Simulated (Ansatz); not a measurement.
A series in volume scale on Li2Ca

All results are calculated (Ansatz 0.2.0). Free energy against uniform scaling of the volume at fixed shape and fractions; periodic cell, basis, potentials, k mesh and filling as listed.

The cell before it is scaled or strained (space group Fd-3m, No. 227):
```
Li2Ca
1.0
      0.0000     4.4280     4.4280
      4.4280     0.0000     4.4280
      4.4280     4.4280     0.0000
Li Ca
4 2
Direct
  0.62500 0.62500 0.62500
  0.12500 0.62500 0.62500
  0.62500 0.62500 0.12500
  0.62500 0.12500 0.62500
  0.00000 0.00000 0.00000
  0.25000 0.25000 0.25000
```

Settings of every row: functional PBEsol; dispersion none; accuracy low; potentials PAW; wave cutoff 272.11 eV; density cutoff 1088.5 eV; k mesh 5x5x5; k shift 0x0x0; occupations gaussian; smearing width 0.01 eV; spin none; xc grid level 3; SCF threshold exponent -5.

Limits: coarse k mesh, up to 40 meV an atom off; cutoff under the advised one; loose SCF threshold.

```
row  volume scale  V (Å³/atom)  energy above lowest point (meV/atom)
  1          0.88       25.467                                   6.9
  2          0.92       26.625                                   0.8
  3          0.96       27.783                                     0
  4             1        28.94                                   4.2
  5          1.04       30.098                                  12.1
  6          1.08       31.255                                     ?
  7          1.12       32.413                                    37
```

Question: what energy above lowest point should row 6 give?

Worked fit of energy above lowest point. Take u = (V_r/V)^(2/3) − 1 with V_r = 28.361 Å³ an atom, which is twice the finite (Eulerian) strain; such expansions in the strain, on which the Birch-Murnaghan equation of state is built, carry the rest volume and the bulk modulus. The shown rows have u = 0.07439, 0.04301, 0.01382, -0.01338, -0.03885, -0.08518. Least squares give energy above lowest point = 1.59 − 154.6 × u + 3058 × u² meV/atom; a straight line predicts inner rows, each left out in turn, worse (root mean square 7.6 against 0.17 meV/atom). The rows lie off it by -0.1, 0.2, 0.0, 0.0, -0.1, 0.1. Its lowest point lies at u = 0.0253, or V = 27.32 Å³ an atom, and the curvature there gives the bulk modulus at fixed shape and fractions, B = (4/9)(1 + u)² E″(u)/V = 16.8 GPa. The withheld row has u = -0.06272, so the fit gives 1.59 − 154.6 × (-0.06272) + 3058 × (-0.06272)² = 23.3 meV/atom.

The calculation gave 22.9 meV/atom. The fit lies 0.4 meV/atom (1.7 % of the value, 1.1 % of the column's range) above it; its largest miss of a shown row is 0.2 meV/atom.
